**H–H–Si, triplet: which level of theory is good enough**

The CCSDT row looks too good. CCSD(T) and CCSDT both add triple excitations to CCSD, and a count by orders of perturbation theory gives them errors of the same size. Yet CCSD(T) lies 29.8 meV above the CCSDT(Q) reference and CCSDT only 3.5 meV. What limits CCSD(T) here is therefore mostly triples that it leaves unfinished, and much less the quadruples that it leaves out.

The sizes worth remembering for this total energy are a few eV for Hartree–Fock (HF), just under one eV for MP2, a tenth of an eV for CCSD, a few hundredths for CCSD(T) and a few thousandths for CCSDT.

Total-energy errors against CCSDT(Q) for neutral, triplet, collinear H–H–Si, computed with AFQMC afq 1 (own program) and Ansatz 0.2.0. All levels use a UHF determinant, the cc-pVTZ basis and frozen cores. In ph-AFQMC (phaseless) the trial function follows the slash; in released AFQMC the phaseless constraint is let go.

| level | this level less the reference (CCSDT(Q), same basis) (meV) | statistical noise, one standard error (meV) |
| --- | --- | --- |
| HF | 3493.0 | 0.000 |
| MP2 | 849.4 | 0.000 |
| CCSD | 134.0 | 0.000 |
| CCSD(T) | 29.8 | 0.000 |
| CCSDT | 3.5 | 0.000 |
| ph-AFQMC/HF | 69.2 | 19.400 |
| ph-AFQMC/CISD | 10.7 | 3.800 |
| released AFQMC | 0.6 | 1.100 |

The system is a collinear point on a hydrogen-transfer path, not the equilibrium SiH₂ molecule. Two unpaired electrons sit in π orbitals, and by symmetry this state connects to a triplet silicon atom plus H₂. The conclusions belong to this state, which need not be the lowest triplet at this geometry.

**What each level leaves out**

Electrons avoid one another mainly in pairs, which a wave function describes by double excitations. CCSD treats these pairs to convergence, including two pairs correlated at the same time, and so recovers 96% of the correlation energy. What remains is the joint motion of three or more electrons. An isolated H₂ molecule is the simple limit: with two electrons there are no triples, and CCSD is exact within the basis. That comparison explains why triples come next for six valence electrons, but it says nothing about their size.

The table gives the size. Full triples lower the energy by 134.0 − 3.5 = 130.5 meV, nearly the whole error of CCSD. The perturbative triples of CCSD(T) bring 134.0 − 29.8 = 104.2 meV, about four fifths of that.

The shortfall follows from how (T) works. It evaluates the triples once, from finished CCSD amplitudes, so the triples act neither on the doubles nor on each other. In the same calculations the largest double amplitude grows by about 8% once triples are iterated, which shows this feedback at work. A likely source of the large doubles is the empty silicon 3p orbital along the axis, close in energy to the 3s pair, though no comparison here tests that. A neighbouring geometry with larger doubles may therefore show a wider gap between CCSD(T) and CCSDT. One point cannot test this, and the gap need not grow steadily, since (T) can also overshoot when correlation becomes strong.

The T1 diagnostic would not have raised an alarm: it is 0.016, below a rough warning value of 0.02. It measures single excitations, that is, how well the orbitals fit. It does not measure triples.

**Two ways of counting**

Suppose that each order of perturbation theory shrinks the error by the same factor $q$. HF first fails at second order, MP2 at third, CCSD at fourth, and both CCSD(T) and CCSDT at fifth. HF and CCSD are two orders apart, so their errors fix

$$q=\sqrt{134.0/3493}\approx 0.20 .$$

The CCSD(T) error should then be $134.0\,q\approx 26$ meV, close to the computed 29.8 meV, which was not used to fix $q$. MP2 is predicted at 684 meV against 849 meV, which is fair.

For CCSDT the same count again gives 26 meV, more than seven times too much. Its fifth-order error comes from quadruples alone, and the count cannot know that these are small. Counting complete excitation ranks does better: if going from CCSD to CCSDT shrinks the error as much as going from HF to CCSD did, the estimate is $134.0^2/3493\approx 5$ meV. One molecule does not make either count a law; the printed output below holds both.

**Auxiliary-field Monte Carlo**

Phaseless AFQMC samples the wave function with random walkers and uses a trial function to keep their phases under control. An exact trial would make this constraint harmless; a poor one leaves a bias. With the HF trial the error is 69 ± 19 meV, and with the CISD trial 11 ± 4 meV. The better trial thus beats CCSD(T) here, while the HF trial shows no advantage over it.

More sampling does not cure the HF trial. About 26 times as many samples would bring its noise down to that of the CISD run, but they would only measure the bias more sharply. The 11 meV of the CISD trial is itself a rough figure for its bias, because it is less than three standard errors from zero and the first energy of the released series lies within 6 meV of the reference.

The fully released run ends 0.6 ± 1.1 meV from CCSDT(Q). The two methods err in different ways, so this supports the reference well beyond the 25 to 40 meV agreement required for the case to be admitted. It also lies 2.9 meV below CCSDT, a mild sign that the small quadruples term is real.

**Choosing a level**

Take 1 kcal/mol, about 43 meV, as the target. CCSD misses it by a factor of three, CCSD(T) meets it, and CCSDT is far inside. For gas-phase steps in growing silicon films from silane-like precursors, a rate is a more telling measure. If the whole error fell on a barrier at roughly 900 K, CCSD would shift the rate by a factor of nearly 6 and CCSD(T) by about 1.5. A real barrier is a difference between two points, so part of the error usually cancels; how much cannot be read from one point.

The formal cost on doubling the system rises 32-fold for MP2, 128-fold for CCSD(T), 256-fold for CCSDT and 512-fold for CCSDT(Q). CCSDT also repeats its expensive step in every iteration, whereas CCSD(T) takes its own once.

CCSD(T) is therefore the sensible working level for this point, and MP2 is suited only to a first look. All errors above are taken with frozen cores and within one triple-zeta basis, whose own error in the total energy is probably larger than the last few steps of the table. Effort beyond CCSD(T) should go first into a larger basis. If a few hundredths of an eV still matter, the difference between CCSDT and CCSD(T) can be computed in a small basis and added, on the assumption that it changes little with the basis.

Numerical output:

```
What each error means:
             row  correlation energy recovered in %  error in kcal/mol  rate factor at 900 K if nothing cancels
              HF                                  0              80.55                                 3.63e+19
             MP2                              75.68              19.59                                    57073
            CCSD                              96.16               3.09                                    5.628
         CCSD(T)                              99.15             0.6872                                    1.468
           CCSDT                               99.9            0.08071                                    1.046
     ph-AFQMC/HF                              98.02              1.596                                    2.441
   ph-AFQMC/CISD                              99.69             0.2467                                    1.148
  released AFQMC                              99.98            0.01384                                    1.008
Full triples, CCSD less CCSDT, meV: 130.5
Perturbative triples, CCSD less CCSD(T), meV: 104.2
Share of the full triples that (T) recovers, %: 79.85
Triples still missing in CCSD(T), meV: 26.3
Order counting, shrink factor per order from HF and CCSD: 5.106
Order counting, predicted MP2 error, meV: 684.2
Order counting, predicted error of both CCSD(T) and CCSDT, meV: 26.25
Order counting, predicted over computed error for CCSDT: 7.499
Rank counting, predicted CCSDT error, meV: 5.141
Growth of the largest double amplitude from CCSD to iterated triples, %: 8.074
First energy of the released series less the reference, meV: 5.6
Phaseless AFQMC with HF trial, error in standard errors: 3.567
Phaseless AFQMC with CISD trial, error in standard errors: 2.816
Gain from HF trial to CISD trial, meV: 58.5
Standard error of that gain, meV: 19.77
CISD-trial AFQMC below CCSD(T), meV: 19.1
The same in standard errors: 5.026
HF-trial AFQMC above CCSD(T), in standard errors: 2.031
CCSDT above released AFQMC, meV: 2.9
The same in standard errors of the released run: 2.636
Factor in samples for the HF-trial run to reach the noise of the CISD-trial run: 26.06
Cost factor on doubling the system, MP2 (fifth power): 32
Cost factor on doubling the system, CCSD(T) (seventh power): 128
Cost factor on doubling the system, CCSDT (eighth power): 256
Cost factor on doubling the system, CCSDT(Q) (ninth power): 512
```
